# State-universal coupled cluster for the two $^1A_1$ states of methylene: cost against accuracy

## Statement

**Ansatz.** The model space is spanned by $M$ orthonormal determinants $|\mu\rangle$, with projector $P$. It is complete if it holds every distribution of the active electrons over the active spin orbitals, with the core filled and the virtual orbitals empty. Jeziorski and Monkhorst (1981) write the wave operator as

$$\Omega=\sum_\mu e^{T_\mu}|\mu\rangle\langle\mu| .$$

$T_\mu$ excites from spin orbitals occupied in $\mu$ to spin orbitals empty in $\mu$, and each of its terms carries at least one core or virtual label.

**Equations.** For each $\mu$ and each determinant $|l\rangle$ outside the model space that $T_\mu$ reaches from $|\mu\rangle$,

$$\langle l|e^{-T_\mu}He^{T_\mu}|\mu\rangle=\sum_{\nu\neq\mu}\langle l|e^{-T_\mu}e^{T_\nu}|\nu\rangle\,h_{\nu\mu},\qquad h_{\nu\mu}=\langle\nu|He^{T_\mu}|\mu\rangle. \tag{1}$$

The eigenvalues of the non-symmetric $M\times M$ effective Hamiltonian $h$ are $M$ state energies, exact if no $T_\mu$ is truncated. For a complete model space $T_\mu$ and $h$ are connected.

**Trade.** With $O$ occupied and $V$ empty spin orbitals per reference and truncation at excitation rank $n$, the work per iteration grows as $MO^nV^{n+2}$ and the amplitude storage as $MO^nV^n$ for all $M$ states together. The energy error starts at fourth order in the fluctuation potential for $n=2$ (SU-CCSD) and at seventh order for $n=4$ (SU-CCSDTQ). Two alternatives use the same model space. The second-order effective Hamiltonian (EH2) is not iterative and errs from third order. Uncontracted MRCISD needs $M^2O^2V^4$ for $M$ roots and errs from fourth order, with a part quadratic in the number of correlated pairs.

**Choice.** In the pair model of CH$_2$ solved below, EH2 is the cheapest method for a gap good to 1 kJ/mol, SU-CCSD for 0.1 kJ/mol and SU-CCSDTQ for 0.01 kJ/mol. MRCISD is never selected.

## Proof of the equations

Every term of $T_\mu$ creates a virtual electron or removes a core electron, and no term does the reverse. Acting on any determinant it gives one outside the complete model space, so $\langle\nu|T_\mu=0$ for every model determinant $\nu$. Therefore $P\Omega=P$, and also $h_{\nu\mu}=\langle\nu|e^{-T_\mu}He^{T_\mu}|\mu\rangle$.

If $\Omega$ maps the model space on a subspace invariant under $H$, then $H\Omega=\Omega h$ for some $h$ acting in the model space, and projection with $P$ gives $h=PH\Omega$. This is the Bloch equation $H\Omega=\Omega H\Omega$. Applied to $|\mu\rangle$ it reads

$$He^{T_\mu}|\mu\rangle=\sum_\nu e^{T_\nu}|\nu\rangle h_{\nu\mu}.$$

Multiply by $e^{-T_\mu}$ and project on $\langle l|$. The term $\nu=\mu$ becomes $\langle l|\mu\rangle h_{\mu\mu}=0$, which leaves (1). There is one equation for each amplitude.

**Connectedness.** Take a one-electron $H_0$ common to all references and argue by induction on the order in $H-H_0$. The left side of (1) and $h_{\nu\mu}$ are commutator series in $T_\mu$, connected if $T_\mu$ is. On the right, let $D$ be the set of spin orbitals occupied in exactly one of $\mu$ and $\nu$. The element $h_{\nu\mu}$ carries all labels of $D$. Split $T_\mu=C_\mu+T'_\mu$, where $C_\mu$ holds the excitation operators with no label in $D$. These operators occur for both references and commute with $T_\mu$ and $T_\nu$, so

$$e^{-T_\mu}e^{T_\nu}=e^{C_\nu-C_\mu}\,e^{-T'_\mu}e^{T'_\nu}.$$

Amplitudes in $T'$ carry a label of $D$ on an open line. In $C_\nu-C_\mu$ every diagram without such a label has the same value for both references and cancels, and the rest carry one on an internal line. Each factor thus shares a label with $h_{\nu\mu}$, and the new order of $T_\mu$ is connected. In an incomplete space $T_\mu$ needs all-active excitations, $\langle\nu|T_\mu=0$ fails, and the argument fails with it.

**Methylene.** Two electrons in the $3a_1$ and $1b_1$ orbitals give four determinants with $M_S=0$. The two open-shell ones have $B_1$ symmetry, and $h$ does not couple them to $|a\rangle=|\dots3a_1^2\rangle$ and $|b\rangle=|\dots1b_1^2\rangle$. The $^1A_1$ problem has $M=2$ and keeps the properties of the complete space.

## Work and memory

Operations are multiply-adds. Amplitudes are counted in spin orbitals without spin or point-group symmetry, which would lower all entries by unequal factors, so only ratios well above two decide a choice. The orbital optimisation and the atomic-orbital integrals are common to all methods and left out.

A reference has $N_n=\binom On\binom Vn$ amplitudes of rank $n$. The terms linear in $T_n$ dominate its residual. The particle ladder picks one of $\binom n2$ particle pairs and sums over $\binom V2$ replacements, and the ring term picks one of $n^2$ particle-hole pairs and sums over $OV$:

$$W_n=N_n\left[\tbinom n2\tbinom V2+n^2OV\right].$$

- **SU-CC.** At rank 2 the quadratic ring term needs an intermediate with $O^2V^2$ elements, each a sum over $OV$, so an iteration costs $M(W_2+O^3V^3)$. At rank 4 it costs $MW_4$ in leading terms. The right side of (1) has no summation index besides $\nu$ and costs of order $M(M-1)N_n$.
- **MRCISD.** The space has at most $MN_2$ doubly excited determinants, each root has its own vector, and an iteration costs up to $M^2W_2$.
- **Full CI.** Each of $\binom{O+V}{O}$ determinants couples to $N_2$ others by double replacement, for each root.
- **Integrals.** For $n_b$ spatial functions a full transformation costs $4n_b^5$. EH2 with diagonal matrix elements of $H$ as denominators needs one full quarter step and cheap completions, $n_b^5+4n_b^4+3o^2n_b^3$, where $o$ counts spatial orbitals occupied in any reference. With orbital-energy denominators $on_b^4+3o^2n_b^3$ suffices. Both add $MN_2$ terms.

Assumed inputs are the cc-pVTZ basis (30 functions on C, 14 on H), a frozen C 1s core and 15 iterations for every iterative method. Then $n_b=58$, 57 orbitals are correlated, $O=6$, $V=108$ and $o=4$. Silylene SiH$_2$, an intermediate in silicon deposition from silane, has the same two-determinant structure. With an assumed 34 functions on Si it has $n_b=62$ and five frozen orbitals, again 57 correlated ones, so the iteration counts carry over unchanged.

The counts are $N_2=86670$, $N_4=8.04\times10^7$, $W_2=7.25\times10^8$, $O^3V^3=2.72\times10^8$, $W_4=3.62\times10^{12}$, $4n_b^5=2.63\times10^9$, and a full CI dimension of $2.67\times10^9$. The coupling terms would match the rank-2 residual only near $M\sim(W_2+O^3V^3)/N_2=1.2\times10^4$. The largest singles term, $\binom O2OV\binom V2$, would add 6 % at rank 2. At rank 4 the ring term quadratic in $T_3$, with $18\,OV$ operations per amplitude, would add 26 %. Memory counts one vector set plus, for iterative methods, the $1.67\times10^7$ all-virtual integrals. EH2 holds $on_b^3$ words.

## Order of the errors

A connected diagram with $n$ pairs of open lines needs $n-1$ two-electron vertices, so $T_n$ starts at order $n-1$ for $n\ge2$. The diagonal $h_{\mu\mu}$ contains only $T_1$ and $T_2$. For references that differ by a double replacement, $h_{\nu\mu}$ also contains $T_3$ at third order and $T_4$ at fourth. A change of $h_{\nu\mu}$ reaches the energies multiplied by $h_{\mu\nu}$ over the gap, one order later unless the references are nearly degenerate. At rank 2 the missing $T_3$ therefore enters at fourth order, both through $h_{\nu\mu}$ and through $T_2$. At rank 4 the missing $T_5$, of fourth order, changes $T_3$ and $T_4$ at fifth, $h_{\nu\mu}$ at sixth and the energies at seventh order. EH2 is the first iteration of (1) and omits the third order. MRCISD omits triples and the products $T_2^2/2$, both of fourth order in the energy.

## A solvable pair model

The active pair sits in $a$ or $b$. Each of $N$ bond pairs is in $\sigma^2$ or $\sigma^{*2}$, and $N=2$ for the two C–H bonds. With $\sigma_i^+$ promoting pair $i$, $n_i=\sigma_i^+\sigma_i^-$ and $\tau=|b\rangle\langle a|$,

$$H=\Delta|b\rangle\langle b|+K(\tau+\tau^\dagger)+\sum_i\left[(\omega_a|a\rangle\langle a|+\omega_b|b\rangle\langle b|)\,n_i+k(\sigma_i^++\sigma_i^-)\right].$$

Assumed inputs, in kJ/mol: $\Delta=400$, $K=100$, $k=400$, $\omega_a=4000$, $\omega_b=3200$. The values of $\Delta$ and $K$ were chosen to place the gap near the typical vertical separation of the two $^1A_1$ states at the bent geometry of the lower one, about 450 kJ/mol. Only even ranks occur, so singles and triples vanish.

**Exact solution.** The states symmetric in the two bond pairs form three blocks with $m=0,1,2$ promoted pairs, $H_m=\begin{pmatrix}m\omega_a&K\\K&\Delta+m\omega_b\end{pmatrix}$, coupled in sequence by $\sqrt2k$. Eliminating $m=2$ and then $m=1$ gives

$$\det\left[H_0-E-2k^2\left(H_1-E-2k^2(H_2-E)^{-1}\right)^{-1}\right]=0 .$$

The two lowest roots are $E_1=-103.859$ and $E_2=326.153$ kJ/mol, and the model's gap is 430.013 kJ/mol. MRCISD drops the $H_2$ term. The bare model space keeps $H_0$ alone.

**Amplitude equations.** The full operator for reference $a$ is

$$T_a=t_a(\sigma_1^++\sigma_2^+)+q_a\tau(\sigma_1^++\sigma_2^+)+r_a\sigma_1^+\sigma_2^++s_a\tau\sigma_1^+\sigma_2^+,$$

with ranks 2, 4, 4 and 6. $T_b$ follows with $\tau^\dagger$. Then $h_{aa}=2kt_a$, $h_{ba}=K+2kq_a$, $h_{bb}=\Delta+2kt_b$, $h_{ab}=K+2kq_b$. With $\delta=t_b-t_a$, (1) gives for the first three amplitudes

$$k+\omega_at_a-kt_a^2+kr_a+Kq_a=q_bh_{ba},$$
$$(\Delta+\omega_b-2kt_a)q_a+ks_a=\delta\,h_{ba},$$
$$(2\omega_a-4kt_a)r_a+Ks_a=(2\delta q_b+s_b)h_{ba}.$$

The fourth follows from the Bloch equation projected on the state with the active pair in $b$ and both bond pairs promoted. With $d_\mu=t_\mu^2+r_\mu$ and $f_a=2t_aq_a+s_a$ it is $Kd_a+2kq_a+(\Delta+2\omega_b)f_a=f_ah_{aa}+d_bh_{ba}$. The equations for $b$ follow from $a\leftrightarrow b$, $\Delta\to-\Delta$, with energies counted from reference $b$. The only source of $q$ is the coupling term, and it is the amplitude difference $\delta$, as in the connectedness proof.

**Rank 2.** With $q=r=s=0$ the coupling vanishes, because no configuration of this model is a double excitation of both references. Then $t_\mu=(\omega_\mu-\sqrt{\omega_\mu^2+4k^2})/2k$, so $t_a=-0.099020$, $t_b=-0.123106$, $\delta=-0.024086$, $h_{aa}=-79.22$ and $h_{bb}=301.52$ kJ/mol, and $h_{ab}=h_{ba}=K$. The gap is $G=\sqrt{(h_{bb}-h_{aa})^2+4h_{ab}h_{ba}}$. The mixing angle obeys $\cos2\theta=(h_{bb}-h_{aa})/G=0.885$. EH2 replaces $t_\mu$ by $-k/\omega_\mu$.

**Rank 4.** With $s=0$ the six equations converge by iteration to $t_a=-0.098987$, $t_b=-0.123145$, $q_a=-6.532\times10^{-4}$, $q_b=6.566\times10^{-4}$, $r_a=-3.87\times10^{-7}$, $r_b=-4.81\times10^{-7}$, with $h_{ba}=99.477$ and $h_{ab}=100.525$ kJ/mol. The exact eigenvectors give the omitted amplitudes $s_a=2.33\times10^{-5}$ and $s_b=2.41\times10^{-5}$.

**Leading errors.** For one reference the exact pair energy is $N(\omega-\sqrt{\omega^2+4k^2})/2=-Nk^2/\omega+Nk^4/\omega^3-\dots$ EH2 keeps the first term and errs by $-Nk^4/\omega^3$. Doubles CI gives $(\omega-\sqrt{\omega^2+4Nk^2})/2$, whose fourth-order term is $N^2k^4/\omega^3$, and errs by $+N(N-1)k^4/\omega^3$. For $N=2$ the two have equal size and opposite sign. Weighting the references by $\cos^2\theta$ and $\sin^2\theta$ estimates 0.84 kJ/mol for the lower state and 1.52 kJ/mol for the upper.

For SU-CCSD the omitted amplitudes are $q_a\approx K\delta/(\omega_b+\Delta)$ and $q_b\approx-K\delta/(\omega_a-\Delta)$. The first equation shifts $t_a$ by $K(q_b-q_a)/\omega_a$ and its partner shifts $t_b$ by $-K(q_b-q_a)/\omega_b$, so the diagonal part of the gap error is

$$NkK(q_b-q_a)\left(\omega_a^{-1}+\omega_b^{-1}\right)\cos2\theta=0.053\ \text{kJ/mol}.$$

It is linear in $N$ and of fifth order when $\omega_a-\omega_b$, a difference of two-electron integrals, counts as first order. The off-diagonal part follows from the rank-4 equations:

$$h_{ab}h_{ba}-K^2=\frac{2kK^2\delta\,(\omega_a-\omega_b-2\Delta)}{(\Delta+\omega_b-2kt_b)(\omega_a-\Delta-2kt_a)} .$$

It vanishes for these inputs by accident. A mismatch of 400 kJ/mol in the bracket would move the gap error by about 0.03 kJ/mol. The denominator $\omega_a-\Delta$ vanishes when a promoted configuration of $a$ crosses reference $b$, which is the intruder-state failure of (1). Here it is 3600 kJ/mol.

For SU-CCSDTQ the fourth equation gives in leading order $s_a\approx K\delta^2[1+2\omega_b/(\omega_b+\Delta)]/(2\omega_b+\Delta)$, and likewise $s_b$. The second equation then shifts $h_{ba}$ by $-2k^2s_a/(\omega_b+\Delta)$, and the gap error is

$$\frac{4Kk^2}{G}\left[\frac{s_a}{\omega_b+\Delta}+\frac{s_b}{\omega_a-\Delta}\right]=0.0020\ \text{kJ/mol},$$

an eighth-order quantity.

**Growth with size.** For $\omega_a=\omega_b$ the model separates, $\delta=0$, and SU-CCSD is exact for any $N$. MRCISD then errs in each state by 0.755 kJ/mol for $N=2$ and by 29.6 kJ/mol for $N=10$ at $\omega=4000$ kJ/mol, although the gap stays exact in this limit.

## Table and choice

Errors are method minus exact, in kJ/mol, from the pair model. Work and memory (in words) are the counts for both states of CH$_2$ in the assumed basis.

| Method | $E_1$ | $E_2$ | Gap | Work | Memory |
|---|---|---|---|---|---|
| Model space only | 80.253 | 97.454 | 17.201 | common part | common part |
| EH2 | −0.850 | −1.444 | −0.594 | $7.1\times10^{8}$ | $7.8\times10^{5}$ |
| MRCISD | 0.791 | 1.392 | 0.601 | $4.6\times10^{10}$ | $1.7\times10^{7}$ |
| SU-CCSD | −0.023 | 0.029 | 0.053 | $3.3\times10^{10}$ | $1.7\times10^{7}$ |
| SU-CCSDTQ | −0.00095 | 0.00095 | 0.0019 | $1.1\times10^{14}$ | $1.9\times10^{8}$ |
| Full CI | 0 | 0 | 0 | $6.9\times10^{15}$ | $5.4\times10^{9}$ |

The leading-order estimates give the sizes and signs of the computed errors. The state-universal energies are not variational, and the lower one lies below the exact value.

**Cheapest method for a stated accuracy.**

| Requirement | Choice |
|---|---|
| gap to 20 kJ/mol | model space only |
| gap to 1 kJ/mol | EH2 |
| both energies to 1 kJ/mol, or gap to 0.1 kJ/mol | SU-CCSD |
| gap to 0.01 kJ/mol | SU-CCSDTQ |
| gap to 0.001 kJ/mol | full CI |

**Best method inside a stated budget.**

| Budget | Choice | Gap error |
|---|---|---|
| $10^{9}$ operations | EH2 | −0.594 |
| $10^{11}$ operations, or $10^8$ words | SU-CCSD | 0.053 |
| $10^{15}$ operations and $10^9$ words | SU-CCSDTQ | 0.0019 |

The step from EH2 to SU-CCSD costs a factor 46 in work and divides the gap error by 11. The step to SU-CCSDTQ costs $3.3\times10^3$ and divides it by 28. Full CI costs a further factor 64, a small one because only six electrons are correlated and rank 6 is already exact. MRCISD and SU-CCSD differ in work by a factor 1.4, which these counts cannot resolve, so they belong to one cost class. The choice between them rests on the gap error, 11 times larger for MRCISD, and on the $N(N-1)$ growth of its total-energy error. Convergence accelerators store several vector sets, which multiplies the memory of the last two methods by the number of sets and leaves the rank-2 rows dominated by integrals.

## Limits of the choice

The EH2 row depends on the denominators. Orbital-energy denominators lower the work to $5.5\times10^7$ but differ from $\omega_\mu$ by two-electron integrals. With a one-electron $H_0$ common to both references, $\sigma^2\to\sigma^{*2}$ has one denominator for $a$ and $b$. Both diagonal elements of $h$ then move equally, and the gap error stays at the model-space value 17.201 kJ/mol. Its leading term is the third-order quantity $Nk^2(\omega_b^{-1}-\omega_a^{-1})\cos2\theta=17.7$ kJ/mol. Fock energies built for each reference contain $\omega_a-\omega_b$ and leave a common shift, $\omega_\mu\to\omega_\mu+c$, from integrals over $\sigma$ and $\sigma^*$ alone. The gap then moves by $Nk^2c\,[\omega_b^{-1}(\omega_b+c)^{-1}-\omega_a^{-1}(\omega_a+c)^{-1}]\cos2\theta$, a fourth-order term. For an assumed $c=400$ kJ/mol this is 3.4 kJ/mol and the gap error becomes 2.8 kJ/mol. Neither variant reaches 1 kJ/mol with these inputs.

The model has no triples, no broken pairs and no configurations such as $3a_1^2\to\sigma^{*2}$ that are doubles of both references and switch on the coupling at rank 2. In the molecule the fourth-order triples set the SU-CCSD error. Its departure from full CI for such a gap is typically a few kJ/mol, so the model understates it by roughly two orders of magnitude. EH2 likewise has third-order terms in the molecule that the model lacks. The accuracy thresholds of the tables are therefore the model's and not those of CH$_2$. The cost ratios, the orders of the errors and their dependence on $M$ and $N$ follow from the general derivations. Towards the linear geometry $\Delta\to0$, the gap becomes of order $K$, and the off-diagonal triples term reaches the SU-CCSD energies already at third order.